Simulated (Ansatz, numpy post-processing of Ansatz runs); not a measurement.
# Band gap, electron mass and valence splitting of zincblende GaN under biaxial strain normal to [001], r2SCAN with spin-orbit coupling

We calculate the band gap, the electron mass and the splitting of the upper valence levels of zincblende GaN as its (001) plane is stretched or compressed. Strain is counted from the cell relaxed with r2SCAN, positive in tension, and the [001] axis is free to respond. A film grown on a substrate of different lattice constant is strained in this way, and the strain shifts its emission energy and decides which holes lie at the valence top. We want to establish how far the response differs between compression and tension, and why. The gaps are generalised Kohn-Sham gaps, which lie below measured ones, so the changes with strain are of more use here than the absolute values.

## Calculations

GaN (zincblende), space group 216 (F-43m) without strain and I-4m2 under strain, 2 atoms in the cell, not the usual structure at ambient conditions. The reference is the cell relaxed to zero pressure with this functional (primitive vectors 3.180, 3.180, 3.180 angstrom). An equal strain is imposed in the plane normal to [001], as by a substrate; the length along [001] is adjusted until the stress along it vanishes; no force acts on the atoms, so no relaxation was run. Ansatz 0.2.0, plane waves with PAW potentials (set ansatz_paw_generated_soft_1), r2SCAN, with spin-orbit coupling, no spin polarisation, no Hubbard U; cutoff 600 eV, self-consistent k meshes 8x8x8. Band extrema were located on a dense mesh in each cell and refined; masses are central differences at 0.008 and 0.03 1/angstrom. The same in all rows: where the valence-band maximum and the conduction-band minimum lie in the zone: Gamma to Gamma.

Notes on method and selection:

- Semilocal Kohn-Sham gaps lie below measured gaps.
- Transitions to other structures, dislocations and cracks are not considered.
- The strain of the free axis follows from the ratios of the elastic constants.
- A blank cell means that the quantity is not defined for the row (degenerate or flat band, gap under 0.12 eV, no such level or valley in the search window, times from unlike processors), was not computed, or did not pass its check.
- Runs that did not converge, have known faults or may not be shown are not listed, and runs on Ansatz's PAW sets soft_1 and soft_2 are kept to separate tables.

Columns:

- imposed strain (per cent): in-plane strain imposed, positive in tension.
- free strain (per cent): resulting strain along the free axis.
- band gap (eV): fundamental Kohn-Sham gap (generalised Kohn-Sham for meta-GGA and hybrids), conduction-band minimum minus valence-band maximum.
- electron mass (m_e): electron conductivity mass of the lowest valley, in free-electron masses.
- valence splitting (eV): depth of the next valence level below the valence top, at the same point of the zone, listed up to 1.2 eV.

## Numbers

```
member         imposed strain (per cent)  free strain (per cent)  band gap (eV)  electron mass (m_e)  valence splitting (eV)
−2.0 per cent  −2.0                       ?                       ?              ?                    ?
−1.5 per cent  −1.5                       1.57                    2.212          0.177                0.0053
−1.0 per cent  −1.0                       1.06                    2.197          0.175                0.0057
−0.5 per cent  −0.5                       ?                       ?              ?                    ?
+0.0 per cent  0.0                        0.00                    2.167          0.171                –
+0.5 per cent  0.5                        −0.53                   2.107          0.169                0.0442
+1.0 per cent  1.0                        −1.08                   2.046          0.167                0.0898
+1.5 per cent  1.5                        −1.63                   1.987          0.165                0.1337
+2.0 per cent  2.0                        −2.20                   1.929          0.163                0.1765
```

Cells marked ? are withheld until the estimate has been made.

Least-squares fits to the members shown, with x = imposed strain (per cent); R² and errors in the fitted variable (y, or ln y where the fit is in ln y):

```
y                    members  fit                                       R²    rms residual  leave-one-out rms  the same for the mean of the others
band gap (eV)        7        y = 2.150 − 0.07278 x − 0.02099 x²        0.99  0.0087        0.017              0.12
electron mass (m_e)  7        y = 0.1710 − 0.004000 x + 2.100×10⁻¹⁷ x²  1.00  4.9×10⁻¹⁷     7.3×10⁻¹⁷          0.0055
```

## Why the values move as they do

The gap falls from compression to tension, but at two different rates. Between 0 and +2.0 per cent it changes by (1.929 − 2.167) / 2.0 = −0.119 eV per per cent, and between −1.5 and 0 per cent by (2.167 − 2.212) / 1.5 = −0.030 eV per per cent. Both band edges stay at Gamma throughout, so the kink at zero strain does not come from a change of conduction valley. It comes from a change of valence top.

Strain acts in two ways. Tension enlarges the cell and lowers the antibonding conduction edge relative to the mean of the valence levels. It also turns the bonds towards the plane, which weakens the bonding of the nitrogen $p_z$ state and lifts it above the $p_x$, $p_y$ pair. With spin-orbit coupling neglected, the top then lies two thirds of the splitting above the valence mean. At +1.0 per cent this is 2/3 × 0.0898 = 0.060 eV, which leaves 2.046 + 0.060 − 2.167 = −0.061 eV for the change of the mean gap. Under compression the pair is on top, only one third of the splitting above the mean. The same constants give a rise of 0.061 − 0.0898 / 3 = 0.031 eV at −1.0 per cent, against 0.030 eV in the table.

The tabled splitting follows the same order of levels. In tension it is the distance from $p_z$ to the pair and reaches 0.1765 eV. In compression it is the small spin-orbit splitting within the pair, between 0.005 and 0.006 eV, while the $p_z$ level moves away below. Without strain, spin-orbit coupling alone splits off a level just below the top.

The electron mass falls by 0.004 $m_e$ per per cent with no kink. The conduction edge couples to all three valence levels, and in a mass averaged over directions their splitting cancels to first order. What remains is the mean gap, and a smaller mean gap gives a lighter electron.

## An estimate before looking

Plain estimates from the members shown:

- −0.5 per cent, fit at x = −0.5: 2.181 eV
- −0.5 per cent, straight-line interpolation between −1.0 per cent and +0.0 per cent: w = (−0.5 − (−1.0)) / (0.0 − (−1.0)) = 0.500, so 2.197 + 0.500 × (2.167 − 2.197) = 2.182 eV
- −2.0 per cent, fit at x = −2.0: 2.212 eV (an extrapolation)

The quadratic fit is the wrong form for this gap, because it rounds off the kink at zero strain. At −2.0 per cent it returns 2.212 eV, the value already reached at −1.5 per cent, although the shown compressed rows give no sign of levelling off. We therefore use only the compressed branch with the unstrained cell, where the $p_x$, $p_y$ pair forms the valence top, and take the gap as linear in strain.

The line through 0 and −1.0 per cent can be tried on the row at −1.5 per cent: 2.197 + 0.5 × 0.030 = 2.212 eV, as tabled.

For −0.5 per cent the line gives 2.167 + 0.5 × 0.030 = 2.182 eV. Interpolation over the same interval in tension, from 0 and +1.0 per cent to +0.5 per cent, gives (2.167 + 2.046) / 2 = 2.1065 eV against 2.107 eV. With the rounding of the rows, we take an error of 0.001 eV.

For −2.0 per cent the line through 0 and −1.5 per cent gives 2.212 + 0.5 × (2.212 − 2.167) / 1.5 = 2.227 eV. The mirror-image extrapolation in tension gives 1.987 − 0.5 × (2.167 − 1.987) / 1.5 = 1.927 eV at +2.0 per cent, where the table has 1.929 eV. That miss of 0.002 eV is our error bar. No further shift is applied, since both band edges remain at Gamma.

**Committed estimate, −0.5 per cent: band gap = 2.182 ± 0.001 eV.**  
**Committed estimate, −2.0 per cent: band gap = 2.227 ± 0.002 eV.**

## The withheld result

```
member         imposed strain (per cent)  free strain (per cent)  band gap (eV)  electron mass (m_e)  valence splitting (eV)
−2.0 per cent  −2.0                       2.09                    2.226          0.179                0.0050
−0.5 per cent  −0.5                       0.53                    2.182          0.173                0.0059
```

```
member         estimate       band gap (eV)  computed  estimate − computed  miss in error bars
−0.5 per cent  committed      2.182          2.182     0.000                0.0
−0.5 per cent  fit            2.181          2.182     −0.001
−0.5 per cent  interpolation  2.182          2.182     0.000
−2.0 per cent  committed      2.227          2.226     +0.001               0.5
−2.0 per cent  fit            2.212          2.226     −0.014
```

Both estimates fall inside their error bars. At −0.5 per cent we gave 2.182 eV and the computed gap is 2.182 eV; our route there was the plain interpolation, so it could do no better than that, and the quadratic fit is only 0.001 eV low. The row at −2.0 per cent is the sharper test. Our 2.227 eV is 0.001 eV above the computed 2.226 eV, while the fit is 0.014 eV too low.

The argument that the compressed side follows its own straight line therefore holds to the end of the series, and the levelling off suggested by the fit does not occur. The new rows also place the change of slope more closely. It is (2.167 − 2.182) / 0.5 = −0.030 eV per per cent just below zero strain and (2.107 − 2.167) / 0.5 = −0.120 eV per per cent just above it. This is what a change of valence top at zero strain requires. The tabled splitting agrees: it is still only 0.0050 eV at −2.0 per cent, as expected if the $p_x$, $p_y$ pair stays on top and is split by spin-orbit coupling alone.

## Residuals

Least-squares fits to the whole series, with x = imposed strain (per cent); R² and errors in the fitted variable (y, or ln y where the fit is in ln y):

```
y                    members  fit                                       R²    rms residual  leave-one-out rms  the same for the mean of the others
band gap (eV)        9        y = 2.149 − 0.07467 x − 0.01932 x²        0.99  0.0082        0.013              0.11
electron mass (m_e)  9        y = 0.1710 − 0.004000 x − 2.075×10⁻¹⁸ x²  1.00  1.6×10⁻¹⁷     9.3×10⁻¹⁷          0.0058
```

Largest departures from the fit to the whole series:

```
member         band gap (eV)  fit    computed − fit  in rms residuals
+0.0 per cent  2.167          2.149  +0.018          2.2
+1.0 per cent  2.046          2.055  −0.009          1.1
−1.0 per cent  2.197          2.204  −0.007          0.9
+2.0 per cent  1.929          1.922  +0.007          0.8
```

The unstrained crystal lies farthest from the quadratic fit, 0.018 eV above it or 2.2 rms residuals. The fault is in the form of the fit. A parabola rounds off the kink, so it passes below the computed gap at zero strain and above it at −1.0 and +1.0 per cent, where the departures are −0.007 and −0.009 eV. At +2.0 per cent the sign turns again, to +0.007 eV. Spin-orbit coupling cannot be the cause of the high point at zero strain, because it raises the valence top there and so lowers the gap.

Two straight lines from the unstrained gap to the end rows, with slopes (2.167 − 2.226) / 2.0 = −0.0295 and (1.929 − 2.167) / 2.0 = −0.119 eV per per cent, miss the rows between by at most 0.002 eV. Seen this way, no row stands out.

## Summary

Between −2.0 and +2.0 per cent, the gap at a further strain can be estimated to about 0.002 eV by interpolating on its own side of zero. In practice, 0.5 per cent of tension lowers the gap by 2.167 − 2.107 = 0.060 eV, while the same compression raises it by only 2.182 − 2.167 = 0.015 eV. At much smaller strains, where the strain splitting is no larger than the spin-orbit splitting, the kink is somewhat rounded. The electron mass changes little, from 0.179 to 0.163 $m_e$ over the whole range.

Tension also changes the character of the holes. At +0.5 per cent the $p_z$ level is 0.0442 eV above the next, or 0.0442 / 0.026 = 1.7 thermal energies at room temperature. Most holes near the zone centre then have $p_z$ character, which favours light polarised along [001] and weakens emission through the (001) surface.

The semilocal gaps lie below measured ones, by an amount that this series does not show. Much of that error should cancel in differences between strains, but the slopes may carry a smaller error of their own.

[Logs are printed without paths, hosts, clocks, repeated set-up lines and the standing remarks that a program may print on its own settings, such as how far it seeks lower states.]
